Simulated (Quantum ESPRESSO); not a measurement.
# Moments and magnetic energies of ferromagnetic and ferrimagnetic Mn3GaC under tetragonal distortion at fixed volume (PBEsol)

Magnetic cooling and strain-controlled magnetic films need materials whose magnetic order responds strongly to a small change of the lattice. Mn3GaC is of interest for both, and a film clamped to a substrate is generally distorted away from the cubic shape. We therefore examine how its moments and magnetic energies change when the cell is compressed or stretched along z at fixed volume. The calculations use PBEsol with collinear spins. Energies are given per Mn atom, either relative to the run without spin polarisation in the same cell or as the difference between the opposed and the parallel order. The opposed order is ferrimagnetic. The measured antiferromagnetic order needs a larger cell and was not computed, so the results do not establish the ground state.

## Computational details

One system, Mn3GaC (antiperovskite, Pm-3m), 5 atom(s) a primitive cell, from measured cells of the Crystallography Open Database (measured order: antiferro k=(1/2,1/2,1/2) (arxiv:1708.09554)). Quantum ESPRESSO 7.5, plane waves with GBRV 1.5 PBEsol pseudopotentials, cutoff 544 eV, Fermi-Dirac smearing of 0.05 eV, k meshes whose coarsest spacing along a reciprocal vector is 0.20 to 0.22 1/Å over all runs (2π included). Functional: PBEsol, no Hubbard U; collinear spins, no spin-orbit coupling. Atoms stay at fixed fractions of the cell and the mesh divisions are held. In the given cell the shortest lattice vector along z is 3.896 Å long and the shortest in the xy plane 3.896 Å. At each point the moments on Mn are started parallel, opposed (signs ++-) and without spin polarisation. Of the opposed order at the middle point, it reverses 5.33 of 8 magnetic neighbours at 2.75 Å and 0 of 6 magnetic neighbours at 3.90 Å. Runs that did not converge or carry a known fault are not listed. The same in all rows: metal or insulator in the run from the parallel start, judged by its smearing entropy or density of states at the Fermi energy (a gap under a few smearing widths counts as a metal): metal.

Notes on method and selection:

- Each state is what a run reaches from typed starting moments; only a few collinear orders were started, so the lowest found need not be the ground state. Spin-orbit coupling is left out of these energies, which are free energies at the smearing width. A magnetic atom is one that was given a starting moment.
- Site moments count the spin inside each program's own atomic sphere, so they depend somewhat on its radius and leave out the spin between the spheres.
- Quantum ESPRESSO sets the radius of an element's spheres to about 0.41 of its shortest distance to a neighbour, so it changes from cell to cell and the site moment with it.
- A measured moment is set beside the table only where the run ends ferromagnetic and the measured order is ferromagnetic too.
- Runs that did not converge, have known faults or may not be shown are not listed, and runs on Ansatz's PAW sets soft_1 and soft_2 are kept to separate tables.

Columns:

- tetragonal distortion: factor on the z length of the cell at fixed volume.
- moment (μB): largest site spin moment reached from the parallel start.
- moment, opposed (μB): largest site spin moment reached from the opposed start.
- gain, opposed (meV): energy of the run without spin polarisation less that of the run from the opposed start, per magnetic atom.
- magnetic distance (Å): shortest distance between magnetic atoms.
- net moment (μB): net spin moment of that run per magnetic atom.
- magnetic energy gain (meV): energy of the run without spin polarisation less that of the parallel start, per magnetic atom (positive: magnetism is favoured).
- E(opposed) - E(parallel) (meV): energy of the run from the opposed start less that of the parallel start, per magnetic atom (positive: parallel is favoured); blank where the run from the opposed start ran out of time.

Input lines of one member:

```
&SYSTEM
  ecutwfc = 40
  ecutrho = 280
  nbnd = 50
  occupations = 'smearing'
  smearing = 'fd'
  degauss = 0.00367493
  nspin = 2
  starting_magnetization(1) = 0.2333
  starting_magnetization(2) = 0
  starting_magnetization(3) = 0
/
&ELECTRONS
  conv_thr = 1d-08
  mixing_beta = 0.3
/
K_POINTS automatic
8 8 8 0 0 0
```

Command (options for logging and memory left out): `pw.x -in pw.in`

## Results

| member | tetragonal distortion | moment (μB) | moment, opposed (μB) | gain, opposed (meV) | magnetic distance (Å) | net moment (μB) | magnetic energy gain (meV) | E(opposed) - E(parallel) (meV) |
| --- | --- | --- | --- | --- | --- | --- | --- | --- |
| 0.92 | 0.92 | 2.13 | – | – | 2.709 | 2.087 | 300.6 | – |
| 0.96 | 0.96 | 1.96 | – | – | 2.729 | ? | ? | – |
| 1 | 1.00 | 1.79 | 2.10 | 182.6 | 2.755 | 1.938 | 207.7 | 25.1 |
| 1.04 | 1.04 | 2.15 | 2.28 | 205.2 | 2.701 | 2.011 | 234.6 | 29.4 |
| 1.08 | 1.08 | 2.29 | 2.42 | 222.5 | 2.651 | 2.057 | 276.3 | 53.8 |

Cells marked ? are withheld until the estimate has been made.

## Reading the trend

Among the members shown, the cubic cell has the smallest net moment and the smallest magnetic energy gain. Compression to 0.92 raises the net moment by 2.087 − 1.938 = 0.149 μB per Mn, and stretching to 1.08 raises it by 2.057 − 1.938 = 0.119 μB. The energy gain of the parallel order rises by 300.6 − 207.7 = 92.9 meV and 276.3 − 207.7 = 68.6 meV per Mn.

The Mn–C bonds offer a reason for the site moments. Each Mn has two C neighbours, at half a cell edge. At 1.08 the single Mn bonded along z has Mn–C distances of 3.896 × 1.08 / 2 = 2.104 Å, against 3.896 / 2 = 1.948 Å in the cubic cell. At 0.92 the other two Mn have the longer bonds, 3.896 / (2 × √0.92) = 2.031 Å. In both cases the largest moment sits where the bonds have lengthened, as expected when weaker mixing with C 2p states narrows the Mn d bands. The sphere radius also changes with the cell, so the site moments are less exact than the net moment.

Cubic symmetry explains why both signs of distortion can act alike. To first order, the gain on sites with longer bonds cancels the loss on sites with shorter ones, and the mean moment changes only at higher order. Symmetry does not fix the direction of that change; the table shows an increase.

The energy gain grows faster than the square of the net moment. From the cubic cell to 0.92 the squared moment rises by a factor (2.087 / 1.938)² = 1.16, the gain by 300.6 / 207.7 = 1.45. A distortion that makes the non-spin-polarised state less favourable could contribute to this.

The parallel order lies below the opposed one in all three cells where both are listed. Its advantage grows from 25.1 meV per Mn in the cubic cell to 53.8 meV at 1.08, with most of the increase beyond 1.04.

## Prediction

Plain estimates from the members shown:

- 0.96, straight-line interpolation between 0.92 and 1: w = (0.96 − 0.92) / (1.00 − 0.92) = 0.500, so 2.087 + 0.500 × (1.938 − 2.087) = 2.013 μB

The member at 0.96 lies midway between two shown cells, and the straight line between them gives 2.013 μB per Mn. Symmetry raises an objection: the mean moment should start flat at the cubic cell, and a pure parabola would give only 1.938 + 0.149 / 4 = 1.975 μB.

The stretched side allows both forms to be tried on a known member. For 1.04, the straight line between 1.00 and 1.08 gives (1.938 + 2.057) / 2 = 1.998 μB, against 2.011 μB in the table, a miss of 0.013 μB. The parabola gives 1.938 + 0.119 / 4 = 1.968 μB and misses by 2.011 − 1.968 = 0.043 μB. A distortion of 4 % is thus already beyond the range where the quadratic term alone describes the moment, and we keep the straight line.

The largest site moment at 0.96, 1.96 μB, is also halfway between its neighbours, 1.79 and 2.13 μB. This suggests no sudden change of magnetic state on the compressed side. It does not justify a shift of the estimate, because that column mainly follows the difference between the Mn sites and not their mean.

The single test missed by 0.013 μB. One miss defines a scatter only loosely, and the parabola marks a possible error towards lower values, so we round the standard deviation up to 0.02 μB.

**Committed estimate, 0.96: net moment = 2.01 ± 0.02 μB.**

## The answer

| member | tetragonal distortion | moment (μB) | magnetic distance (Å) | net moment (μB) | magnetic energy gain (meV) |
| --- | --- | --- | --- | --- | --- |
| 0.96 | 0.96 | 1.96 | 2.729 | 1.996 | 235.5 |

| member | estimate | net moment (μB) | computed | estimate − computed | miss in error bars |
| --- | --- | --- | --- | --- | --- |
| 0.96 | committed | 2.010 | 1.996 | +0.014 | 0.7 |
| 0.96 | interpolation | 2.013 | 1.996 | +0.017 |  |

The computed net moment at 0.96 is 1.996 μB per Mn. Our estimate of 2.01 ± 0.02 μB was 0.014 μB too high, inside its error bar. Its small advantage over the plain interpolation, which missed by 0.017 μB, comes only from rounding.

The expectation of no sudden change of magnetic state held: the run stays ferromagnetic, and its moment lies between those of its neighbours. Our case for the straight line over the parabola held less well. On the stretched side the line had been clearly better, but here the parabola's 1.975 μB is 0.021 μB too low, nearly as close as the line. The test at 1.04 therefore did not carry over fully to compression.

The result fits the bond-length picture for the individual sites. At 0.96 the larger moments again sit on the two Mn atoms whose Mn–C bonds have lengthened, while the third Mn has a smaller one. The picture offers a reason for the difference between the sites, but not for the rise of the net moment.

## Departures from the trend

The cubic cell stands out in the net moment. The mean over the two cells distorted by 4 % is (1.996 + 2.011) / 2 = 2.004 μB, and over the two at 8 % it is (2.087 + 2.057) / 2 = 2.072 μB. A parabola through these means would give 2.004 − (2.072 − 2.004) / 3 = 1.981 μB without distortion, which is 1.981 − 1.938 = 0.043 μB above the computed value. In the parallel state the cubic cell also has the largest smearing entropy, which points to more partly filled states near the Fermi energy. Distortion may split bands that are degenerate there and so let the moment grow. Such bands are also sensitive to the k mesh, so part of the offset may be numerical.

The cell at 0.92 has the largest magnetic energy gain, 300.6 − 276.3 = 24.3 meV per Mn above the cell at 1.08. The two are not equally distorted on a logarithmic scale: (ln 0.92 / ln 1.08)² = 1.17. Even quadratic growth would thus explain only about 0.17 × 68.6 = 12 meV. The rest may reflect that compression lengthens the Mn–C bonds of two Mn atoms and stretching those of only one.

## Closing remarks

Between 0.92 and 1.08, each distorted cell has a larger net moment and magnetic energy gain than the cubic cell. The gain grows because distortion raises the energy of the non-spin-polarised state more than that of the parallel state. The cubic cell still has the lowest energy of the five in parallel order.

Interpolation missed the two intermediate moments by 0.017 and 0.013 μB. The mean of the other four members gives (2.087 + 1.938 + 2.011 + 2.057) / 4 = 2.023 μB at 0.96 and (2.087 + 1.996 + 1.938 + 2.057) / 4 = 2.020 μB at 1.04. It misses by 2.023 − 1.996 = 0.027 μB and 2.020 − 2.011 = 0.009 μB, so interpolation has shown no clear advantage.

The magnetisation is $M = 3m\mu_B/V$, where $m$ is the net moment per Mn in μB, $\mu_B$ = 9.274 × 10⁻²⁴ A m² and $V$ = 3.896³ = 59.14 Å³. In MA/m this gives 3 × 1.938 × 9.274 / 59.14 = 0.912 in the cubic cell and 3 × 1.996 × 9.274 / 59.14 = 0.939 at 0.96, a rise of 3 %.

The magnetic order matters far more: the measured antiferromagnetic order would remove the whole net moment, about 2 μB per Mn, against a spread of 0.149 μB in the table.

[Logs are printed without paths, hosts, clocks, repeated set-up lines and the standing remarks that a program may print on its own settings, such as how far it seeks lower states.]
